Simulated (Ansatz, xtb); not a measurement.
**C5H7BO: which of two isomers lies lower**

Structure I: `BC1=C(O)C=CC1`, a singlet. Structure II: `BC1=CCC=C1O`, a singlet. Both are isolated molecules in the gas phase, relaxed with B3LYP-D3(BJ)/def2-SVP; the shapes shown needn't be the lowest conformers.

I (Å):

```csv
atom,x (Å),y (Å),z (Å)
C,-1.4825,-0.2304,-0.7769
C,-0.4756,0.5029,-1.3827
C,0.2248,1.3463,-0.4157
C,-0.3335,1.1513,0.8018
C,-1.4443,0.1549,0.6891
B,-2.4223,-1.2095,-1.4390
O,-0.1671,0.4598,-2.6843
H,-3.2625,-1.7853,-0.7837
H,-2.3508,-1.4313,-2.6236
H,0.5688,1.0573,-2.8704
H,1.0559,2.0137,-0.6569
H,-0.0305,1.6386,1.7301
H,-2.4036,0.5858,1.0344
H,-1.2663,-0.7172,1.3472
```

II (Å):

```xyz
14

C    -1.2673   -0.2170   -1.1531
C    -0.2227    0.5639   -1.5630
C     0.2748    1.4263   -0.4430
C    -0.6214    1.0535    0.7055
C    -1.4962    0.1109    0.2752
B    -2.0159   -1.2175   -2.0435
O    -2.4829   -0.5218    0.9440
H    -2.9318   -1.8808   -1.6283
H    -1.6696   -1.3373   -3.1949
H     0.2000    0.5665   -2.5696
H     1.3483    1.2331   -0.2471
H     0.2172    2.4981   -0.7188
H    -0.5585    1.4827    1.7059
H    -2.5063   -0.2027    1.8560
```

Problem. Estimate which is lower in electronic energy at CCSD(T)/def2-SVP + ΔMP2/def2-TZVPP, and by roughly how much.

Solution. The CCSD(T)/def2-SVP + ΔMP2/def2-TZVPP calculation puts structure I lower, by 0.199 eV.

The same difference at several levels:

```tsv
level	geometry	E(II) − E(I) (eV)	departure from the last row (eV)	job, with rough time for the two
GFN2-xTB	GFN2-xTB	+0.203	+0.005	optimisation, 0.17 s
HF/STO-3G	GFN2-xTB	+0.165	−0.034	single point, 0.58 s
r2SCAN-D4/def2-SVP	GFN2-xTB	+0.301	+0.102	single point, 4.1 s
B3LYP-D3(BJ)/def2-SVP	B3LYP-D3(BJ)/def2-SVP	+0.256	+0.057	optimisation, 52 s
HF/def2-SVP	B3LYP-D3(BJ)/def2-SVP	+0.138	−0.060	part of the CCSD(T) run
MP2/def2-SVP	B3LYP-D3(BJ)/def2-SVP	+0.208	+0.009	part of the CCSD(T) run
CCSD(T)/def2-SVP	B3LYP-D3(BJ)/def2-SVP	+0.186	−0.013	single point
CCSD(T)/def2-SVP + ΔMP2/def2-TZVPP	B3LYP-D3(BJ)/def2-SVP	+0.199		single point, 60 s
```

As drawn, both hold the same kinds of bond in the same numbers.

None of the levels shown reverses the order. The largest departure from CCSD(T)/def2-SVP + ΔMP2/def2-TZVPP is that of r2SCAN-D4/def2-SVP, 0.102 eV. The last row adds to CCSD(T) the change of the MP2 difference between the two basis sets, here +0.013 eV.

With thermal terms from frequencies at re-optimised GFN2-xTB minima (ideal gas, soft modes damped towards free rotors, one conformer each, 298.15 K, 1 atm): on the last row, ΔE + ΔZPE = +0.187, ΔH = +0.192, ΔG = +0.180 eV.

The correlated steps freeze 7 core orbitals. Codes used: Ansatz 0.2.0, xtb 6.7.1; the last row on 2 threads of Intel(R) Xeon(R) 6975P-C (Granite Rapids) on a shared host.

Isomer I is favoured at every level, and the thermal terms barely reduce the gap, so the preference is essentially electronic. Since the bond types match, the likely cause is how the substituents are connected through the π system. In I, the hydroxyl and boryl groups sit at opposite ends of the same C=C bond, so the oxygen lone pair can donate through it into the empty boron p orbital. In II, they sit on different double bonds, and the hydroxyl group pushes density mainly towards the ring carbon remote from boron. The geometries agree: I has the shorter B–C and C–O bonds and the longer boryl-bearing C=C bond, as push–pull delocalisation requires. The hydroxyl hydrogen points away from boron in both structures, so an O–H···H–B contact doesn't explain the preference.

Hartree–Fock gives a smaller gap than the correlated methods in the same basis, which suggests that correlation favours the more delocalised isomer, while the larger density-functional values may reflect some overstabilisation of that delocalisation. The energies say nothing about how readily the isomers interconvert.
